\section*{Einstein--Smoluchowski relation and diffusivity on cubic lattices: solution}

\subsection*{(a) Premises and notation}

A single mobile entity (a vacancy or an interstitial atom) occupies the sites of a periodic network in a cubic crystal with cube edge $a$. The network has $m$ sites per primitive cell, that is, $m$ Bravais sublattices labelled $\alpha$. The displacement since $t=0$ is $\mathbf R=(X_1,X_2,X_3)$, and $\langle\cdot\rangle$ is the average over all histories. The premises are:
\begin{itemize}
\item[P1.] The entities are dilute and do not interact, and no driving force acts.
\item[P2.] All sites are equivalent under the space group. Each has $Z$ neighbours at distance $\ell$, reached by jump vectors $\mathbf s$, and the network is connected.
\item[P3.] Jumps are instantaneous and memoryless: in $dt$ the entity jumps to each given neighbour with probability $w\,dt$, whatever its history. Thus $w$ is the rate to \emph{one} neighbour, and the reverse jump has the same rate.
\item[P4.] The jump vectors from every site add to zero, $\sum_{\mathbf s}\mathbf s=\mathbf 0$. This is a geometric property, verified for each network in part (f).
\end{itemize}

\subsection*{(b) Macroscopic meaning of $D$}

The diffusivity tensor is defined by Fick's law $J_\mu=-\sum_\nu D_{\mu\nu}\partial_\nu\rho$. With conservation of the entity and constant $D_{\mu\nu}$, the probability density $\rho(\mathbf r,t)$ obeys
\begin{equation}
\partial_t\rho=\sum_{\kappa\lambda}D_{\kappa\lambda}\,\partial_\kappa\partial_\lambda\rho .
\label{fick}
\end{equation}
Only the symmetric part of $D_{\mu\nu}$ enters, so the tensor is taken symmetric. Multiply by $x_\mu x_\nu$, integrate over all space and integrate by parts twice. The surface terms vanish for a distribution that starts localised, and $\int\rho\,d^3r=1$, so
\begin{equation}
\frac{d}{dt}\langle X_\mu X_\nu\rangle=\sum_{\kappa\lambda}D_{\kappa\lambda}\left(\delta_{\kappa\mu}\delta_{\lambda\nu}+\delta_{\kappa\nu}\delta_{\lambda\mu}\right)=2D_{\mu\nu}.
\label{moment}
\end{equation}
Every cubic point group contains twofold rotations about the cube axes and threefold rotations about the body diagonals, and $D_{\mu\nu}$ must be invariant under them. The twofold rotation about $x_3$ reverses $x_1$ and $x_2$, so $D_{13}=-D_{13}=0$ and $D_{23}=0$; the rotation about $x_1$ gives $D_{12}=0$. The threefold rotation about $[111]$ permutes the axes cyclically, so $D_{11}=D_{22}=D_{33}\equiv D$. The trace of \eqref{moment} then gives $\langle R^2\rangle=6Dt$. A lattice walk follows \eqref{fick} only after many jumps (part (e)), so the relation is written as a limit,
\begin{equation}
D=\lim_{t\to\infty}\frac{\langle R^2(t)\rangle}{6t}.
\label{ES}
\end{equation}
This is the Einstein--Smoluchowski relation (Einstein 1905, Smoluchowski 1906). The factor 6 is twice the number of dimensions.

\subsection*{(c) Number of jumps in a time $t$}

By P3 the $Z$ possible jumps in $dt$ are mutually exclusive to first order in $dt$, so their probabilities add and the total jump rate is
\begin{equation}
\Gamma=Zw ,
\end{equation}
the same on every site by P2. The probability $P_n(t)$ of exactly $n$ jumps gains from $n-1$ and loses to $n+1$:
\begin{equation}
\dot P_n=\Gamma\,(P_{n-1}-P_n),\qquad P_{-1}\equiv0,\qquad P_n(0)=\delta_{n0}.
\end{equation}
Substitution shows that the solution is the Poisson distribution, and its mean follows by shifting the summation index:
\begin{equation}
P_n=\frac{(\Gamma t)^n}{n!}\,e^{-\Gamma t},\qquad
\langle n\rangle=\Gamma t\sum_{n\ge1}\frac{(\Gamma t)^{n-1}}{(n-1)!}\,e^{-\Gamma t}=\Gamma t .
\label{poisson}
\end{equation}
Given that a jump occurs, each neighbour is chosen with probability $w/\Gamma=1/Z$. Since $\Gamma$ does not depend on the site, the jump times carry no information about the sequence of directions, and the two may be averaged separately.

\subsection*{(d) Mean-square displacement}

After $n$ jumps $\mathbf R_n=\sum_{i=1}^n\mathbf s_i$, and every jump has length $\ell$:
\begin{equation}
\langle R_n^2\rangle=n\ell^2+2\sum_{i<j}\langle\mathbf s_i\cdot\mathbf s_j\rangle .
\label{Rn}
\end{equation}
Take one cross term with $i<j$ and fix the history up to jump $j-1$. This fixes $\mathbf s_i$ and the site from which jump $j$ starts. By P3 and P4 the conditional mean of $\mathbf s_j$ is $Z^{-1}\sum_{\mathbf s}\mathbf s=\mathbf 0$, so the term vanishes for each history and hence on average. The jumps need not be statistically independent for this: for $m>1$ the set of vectors open to jump $j$ can depend on the previous jump, and only the vanishing mean is used. This is the precise sense of ``uncorrelated''. Averaging $n\ell^2$ over \eqref{poisson},
\begin{equation}
\langle R^2(t)\rangle=\Gamma\ell^2t
\label{msd}
\end{equation}
at all times, and \eqref{ES} gives
\begin{equation}
\boxed{D=\tfrac16\,\Gamma\ell^2=\tfrac16\,Zw\ell^2 .}
\label{main}
\end{equation}

The single components follow from the same argument in differential form. A jump $\mathbf s$ changes $X_\mu X_\nu$ by $X_\mu s_\nu+s_\mu X_\nu+s_\mu s_\nu$. Summed over the jumps from the current site, the first two terms vanish by P4. With $p_\alpha(t)$ the probability of being on sublattice $\alpha$,
\begin{equation}
\frac{d}{dt}\langle X_\mu X_\nu\rangle=w\sum_\alpha p_\alpha(t)\,T^{(\alpha)}_{\mu\nu},\qquad
T^{(\alpha)}_{\mu\nu}=\sum_{\mathbf s\ \mathrm{from}\ \alpha}s_\mu s_\nu .
\label{comp}
\end{equation}
Equal forward and backward rates on a connected network drive $p_\alpha\to1/m$, and comparison with \eqref{moment} gives
\begin{equation}
D_{\mu\nu}=\frac{w}{2m}\sum_\alpha T^{(\alpha)}_{\mu\nu}.
\label{tensor}
\end{equation}
Each $T^{(\alpha)}$ has trace $Z\ell^2$, which reproduces \eqref{msd} and \eqref{main}.

\subsection*{(e) The walk obeys Fick's law at long wavelength}

It remains to show that \eqref{fick} describes the walk, with the tensor \eqref{tensor}. Let $p(\mathbf r,t)$ be the site probability and $\hat p_\alpha(\mathbf k,t)=\sum_{\mathbf r\in\alpha}p(\mathbf r,t)e^{i\mathbf k\cdot\mathbf r}$, with the starting site as origin. The master equation $\dot p(\mathbf r)=w\sum_{\mathbf s}[p(\mathbf r+\mathbf s)-p(\mathbf r)]$ becomes
\begin{equation}
\dot{\hat p}_\beta=-\sum_\alpha\Lambda_{\beta\alpha}\hat p_\alpha,\qquad
\Lambda_{\beta\alpha}(\mathbf k)=Zw\,\delta_{\beta\alpha}-w\sum_{\mathbf s:\,\alpha\to\beta}e^{i\mathbf k\cdot\mathbf s}.
\end{equation}
$\Lambda$ is Hermitian, because each jump $\mathbf s$ from $\alpha$ to $\beta$ has a partner $-\mathbf s$ from $\beta$ to $\alpha$. Expand $\Lambda=\Lambda^{(0)}+\Lambda^{(1)}+\Lambda^{(2)}+\dots$ in powers of $k$. The uniform vector $u_\alpha=m^{-1/2}$ satisfies $\Lambda^{(0)}u=0$, and on a connected network all other eigenvalues of $\Lambda^{(0)}$ are positive, a few times $w$. For the linear term,
\begin{equation}
\left(u^\dagger\Lambda^{(1)}\right)_\alpha=-\frac{iw}{\sqrt m}\,\mathbf k\cdot\sum_{\mathbf s\ \mathrm{from}\ \alpha}\mathbf s=0
\end{equation}
by P4, and Hermiticity gives $\Lambda^{(1)}u=0$. Hence $\Lambda^{(1)}$ contributes to the lowest eigenvalue neither in first nor in second order of perturbation theory, and
\begin{equation}
\lambda_0(\mathbf k)=u^\dagger\Lambda^{(2)}u+O(k^4)=\frac{w}{2m}\sum_\alpha\sum_{\mathbf s}(\mathbf k\cdot\mathbf s)^2+O(k^4)=\sum_{\mu\nu}D_{\mu\nu}k_\mu k_\nu+O(k^4).
\end{equation}
Odd orders are absent because $\Lambda(-\mathbf k)=\Lambda(\mathbf k)^*$ has the same real eigenvalues. Once the other branches have decayed ($wt\gg1$), $\langle e^{i\mathbf k\cdot\mathbf R}\rangle=\sum_\alpha\hat p_\alpha\simeq e^{-Dk^2t}$ for $ka\ll1$, which is the Fourier transform of the point-source solution of \eqref{fick}.

The size of the neglected term is found exactly for the fcc lattice. Here $m=1$, $\langle e^{i\mathbf k\cdot\mathbf R}\rangle=e^{-\lambda t}$, and the twelve vectors $\frac a2\langle110\rangle$ occur in $\pm$ pairs, so with $C_\mu=\cos(k_\mu a/2)$
\begin{equation}
\lambda=w\sum_{\mathbf s}(1-\cos\mathbf k\cdot\mathbf s)=4w\,(3-C_1C_2-C_2C_3-C_3C_1).
\end{equation}
Put $\mathbf k=k\mathbf n$ with $|\mathbf n|=1$. The cumulants $\kappa_j$ of $\mathbf n\cdot\mathbf R$ are defined by $-\lambda t=\sum_j\kappa_j(ik)^j/j!$, so $\kappa_j=wt\sum_{\mathbf s}(\mathbf n\cdot\mathbf s)^j$ for even $j$. The four vectors in the $x_1x_2$ plane give $(a/2)^4\cdot2[(n_1+n_2)^4+(n_1-n_2)^4]=(a^4/4)(n_1^4+n_2^4+6n_1^2n_2^2)$. Adding the three planes and using $\sum_\mu n_\mu^4=1-2Q$, with $Q=n_1^2n_2^2+n_2^2n_3^2+n_3^2n_1^2$,
\begin{equation}
\kappa_2=2a^2wt,\qquad\kappa_4=\tfrac12a^4wt\,(1+Q),\qquad
\frac{\kappa_4}{\kappa_2^2}=\frac{1+Q}{8wt}=\frac{3(1+Q)}{2\Gamma t}.
\label{kurt}
\end{equation}
$Q$ runs from $0$ along $\langle100\rangle$ to $1/3$ along $\langle111\rangle$. The excess kurtosis, which vanishes for the Gaussian solution of \eqref{fick}, therefore lies between $3/(2\Gamma t)$ and $2/(\Gamma t)$. Cubic anisotropy first appears at this order and dies out as the inverse of the number of jumps.

\subsection*{(f) The seven networks}

In each case P4 is verified, $T^{(\alpha)}$ is formed and \eqref{tensor} is applied; $\mathbf 1$ is the unit tensor.

\emph{Simple cubic.} Six vectors $a\langle100\rangle$ in $\pm$ pairs, $\ell^2=a^2$. Two have a component along each axis, so $T=2a^2\mathbf 1$ and $D=a^2w$.

\emph{Body-centred cubic.} Eight vectors $\frac a2\langle111\rangle$ in $\pm$ pairs, $\ell^2=3a^2/4$. All have components $\pm a/2$ and the mixed products cancel, so $T=8(a/2)^2\mathbf 1=2a^2\mathbf 1$ and $D=a^2w$.

\emph{Face-centred cubic.} Twelve vectors $\frac a2\langle110\rangle$ in $\pm$ pairs, $\ell^2=a^2/2$. Eight have a component $\pm a/2$ along a given axis, so $T=2a^2\mathbf 1$ and $D=a^2w$.

\emph{Octahedral sites in fcc.} They lie at $a(\frac12,\frac12,\frac12)$ plus fcc translations and form an fcc lattice with the same $a$, so $D=a^2w$ with $w$ the rate from one octahedral site to one neighbouring octahedral site.

\emph{Diamond.} Here $m=2$. One sublattice has the vectors $\frac a4(1,1,1)$, $\frac a4(1,\bar1,\bar1)$, $\frac a4(\bar1,1,\bar1)$, $\frac a4(\bar1,\bar1,1)$, and the other their negatives. There are no $\pm$ pairs, but each component appears twice with each sign, so P4 holds. With $\ell^2=3a^2/16$ and $T=4(a/4)^2\mathbf 1=\frac14a^2\mathbf 1$ on both sublattices, $D=a^2w/8$.

\emph{Octahedral sites in bcc.} These are the face centres and edge midpoints, $m=3$, labelled by the axis along which the two nearest host atoms lie. The site $a(\frac12,\frac12,0)$ has label 3. Of the six points at distance $a/2$ along the cube axes, the two along $\pm x_3$ are host atoms and the other four are octahedral sites. So $Z=4$, with vectors $\pm\frac a2(1,0,0)$ and $\pm\frac a2(0,1,0)$, $\ell^2=a^2/4$, and $T^{(3)}=\frac12a^2\,\mathrm{diag}(1,1,0)$. The other two tensors follow by cyclic permutation, their average is $\frac13a^2\mathbf 1$, and $D=a^2w/6$.

\emph{Tetrahedral sites in bcc.} These are the points of type $\frac a4(2,1,0)$, $m=6$. The nearest ones to $\frac a4(2,1,0)$ are $\frac a4(2,0,\pm1)$, $\frac a4(1,2,0)$ and $\frac a4(3,2,0)$, so $Z=4$ with vectors $\frac a4(0,\bar1,\pm1)$ and $\frac a4(\pm1,1,0)$. They add to zero, $\ell^2=a^2/8$, and $T=\frac1{16}a^2\,\mathrm{diag}(2,4,2)$. The six sublattices arise from this one by cyclic permutation and inversion, the average tensor is $\frac16a^2\mathbf 1$, and $D=a^2w/12$.

\begin{center}
\begin{tabular}{lcccc}
network & $Z$ & $\ell^2/a^2$ & $D/(a^2w)$ & $D/(a^2\Gamma)$\\ \hline
sc & 6 & 1 & 1 & 1/6\\
bcc & 8 & 3/4 & 1 & 1/8\\
fcc, and octahedral sites in fcc & 12 & 1/2 & 1 & 1/12\\
diamond & 4 & 3/16 & 1/8 & 1/32\\
octahedral sites in bcc & 4 & 1/4 & 1/6 & 1/24\\
tetrahedral sites in bcc & 4 & 1/8 & 1/12 & 1/48
\end{tabular}
\end{center}
Every row satisfies \eqref{main}. The last two columns differ by the factor $Z$, so a quoted jump frequency must be identified as $w$ or $\Gamma$ before it is used.

The bcc octahedral network shows the role of the long-time limit. From a site of label 3 the jumps along $x_1$ lead to label 2 and those along $x_2$ to label 1, each at rate $2w$, and cyclically. Thus $\dot p_3=-4wp_3+2w(1-p_3)$, and for a start on label 3, $p_3=\frac13+\frac23e^{-6wt}$. Only labels 1 and 2 allow jumps along $x_3$, with $T_{33}=a^2/2$, so \eqref{comp} integrates to
\begin{equation}
\langle X_3^2\rangle=\frac{a^2w}{3}\left[t-\frac{1-e^{-6wt}}{6w}\right].
\end{equation}
The slope starts at zero and tends to $2D=a^2w/3$, leaving a constant lag of $a^2/18$, while the sum of the three components obeys \eqref{msd} throughout.

\subsection*{(g) Range of validity}

\emph{Times and lengths.} Under P1 to P4, \eqref{msd} is exact. Fick's equation \eqref{fick} needs $\Gamma t\gg1$ and gradients that are small over a lattice spacing; by \eqref{kurt} the relative non-Gaussian correction in fcc is at most $2/(\Gamma t)$.

\emph{Loss of memory.} P3 needs the entity to equilibrate in each well, so the residence time $1/\Gamma$ must be long compared with a vibrational period. Otherwise immediate return jumps or multiple jumps give non-zero cross terms in \eqref{Rn}.

\emph{Identical surroundings.} The cross terms also survive when the jump probabilities depend on the previous jump. Then $D=f\,\Gamma\ell^2/6$, with the correlation factor $f=\lim_{n\to\infty}\langle R_n^2\rangle/(n\ell^2)$. A vacancy in a pure metal has $f=1$, since its neighbours are all alike after every jump. A labelled atom moved by vacancies has $f<1$: after a jump the vacancy sits behind it and the reverse jump is favoured. With vacancy site fraction $c_v\ll1$ the atom jumps at the mean rate $Zwc_v$, so on the fcc lattice $D^*=fc_va^2w$, where $f$ is approximately 0.78. Solutes, order in alloys, traps and a finite occupancy of interstitial sites likewise break P1 to P3.

\emph{One jump type.} Further jump types with rates $w_j$ add as $D=\frac16\sum_jZ_jw_j\ell_j^2$ if each set obeys P4. If a jump passes through an intermediate well, $w$ is an effective rate. For the path octahedral--tetrahedral--octahedral in fcc with negligible residence in the tetrahedral well, two neighbouring octahedral sites share two tetrahedral sites, each left towards one of four octahedral sites with probability $1/4$. Then $w=2\cdot\frac14w_{OT}$ and $D=a^2w_{OT}/2$, where $w_{OT}$ is the rate into one given tetrahedral site.

\emph{Symmetry and forces.} In non-cubic crystals \eqref{tensor} replaces \eqref{main}, and \eqref{ES} gives only one third of the trace. If P4 fails, $\Lambda^{(1)}$ couples the branches and lowers $D$. Fields, stress gradients and temperature gradients add a drift. In a concentrated system the Fick coefficient differs from the single-particle one by a thermodynamic factor and by correlations between particles.

\subsection*{(h) Illustration: monovacancy in Cu at 1200 K}

The vacancy exchanges with one of twelve nearest neighbours, so $D_v=a^2w$. The random-walk result does not supply $w$; the model takes the transition-state form
\begin{equation}
w=\nu\,e^{S_m/k_B}\,e^{-H_m/k_BT}.
\end{equation}
Inputs: a typical lattice parameter $a_0=0.3615$ nm at 293 K; the compiled measured linear expansion coefficient $16.5\times10^{-6}\ \mathrm{K^{-1}}$ at 293 K (Kaye and Laby Online, NPL); the compiled Debye temperature $\Theta_D=343$ K (Wikipedia), with the assumption $\nu=k_B\Theta_D/h$; a typical migration enthalpy $H_m=0.70$ eV ($1.12\times10^{-19}$ J); and the assumption $S_m=0$.

\emph{Geometry.} The strain over 907 K is $16.5\times10^{-6}\times907=0.0150$, so
\begin{equation}
a=0.3669\ \mathrm{nm},\qquad a^2=1.346\times10^{-19}\ \mathrm{m^2},\qquad\ell=a/\sqrt2=0.2594\ \mathrm{nm}.
\end{equation}
Expansion raises $a^2$ by 3.0 per cent. The coefficient is used far above 293 K, but a mean value larger by a quarter would change $a^2$ by less than one per cent.

\emph{Rates.} $\nu=7.15\times10^{12}\ \mathrm{s^{-1}}$, $k_BT=0.1034$ eV, $H_m/k_BT=6.77$ and $e^{-6.77}=1.15\times10^{-3}$. Hence
\begin{equation}
w=8.2\times10^{9}\ \mathrm{s^{-1}},\qquad\Gamma=12w=9.8\times10^{10}\ \mathrm{s^{-1}},\qquad1/\Gamma=1.0\times10^{-11}\ \mathrm s .
\end{equation}

\emph{Diffusivity.}
\begin{equation}
D_v=a^2w=\tfrac16\Gamma\ell^2=1.1\times10^{-9}\ \mathrm{m^2\,s^{-1}} .
\end{equation}
In 1 ms the model vacancy makes $9.8\times10^{7}$ jumps on average and reaches $\sqrt{6D_vt}=2.6\ \mu$m, provided no sink lies within that range.

\emph{Test of the premises.} The vibrational period $1/\nu=1.4\times10^{-13}$ s is a fraction $\Gamma/\nu=0.014$ of the residence time, which supports P3. For a typical equilibrium concentration of order $c_v=10^{-4}$, the chance that a vacancy has another as neighbour is $12c_v=1.2\times10^{-3}$, or $3\times10^{-3}$ if a binding energy equal to $k_BT$ is assumed, which supports P1. After 200 jumps, that is 2.0 ns and a root-mean-square displacement $\sqrt{200}\,\ell=3.7$ nm, the excess kurtosis \eqref{kurt} is at most 0.01.

\emph{Precision.} The uncertainty lies in $w$, not in the geometric factor. A change of $H_m$ by $\pm0.05$ eV changes $w$ by a factor of 1.6 and moves $D_v$ between $0.7\times10^{-9}$ and $1.8\times10^{-9}\ \mathrm{m^2\,s^{-1}}$. The neglected migration entropy is typically between zero and about $k_B$ for this jump, so on that account the model is more likely low than high, by up to a factor $e=2.7$. Only one figure is supported: the model's vacancy diffusivity at 1200 K is $D_v\approx1\times10^{-9}\ \mathrm{m^2\,s^{-1}}$. It describes the vacancy; the self-diffusivity of the Cu atoms is smaller by the factor $fc_v$.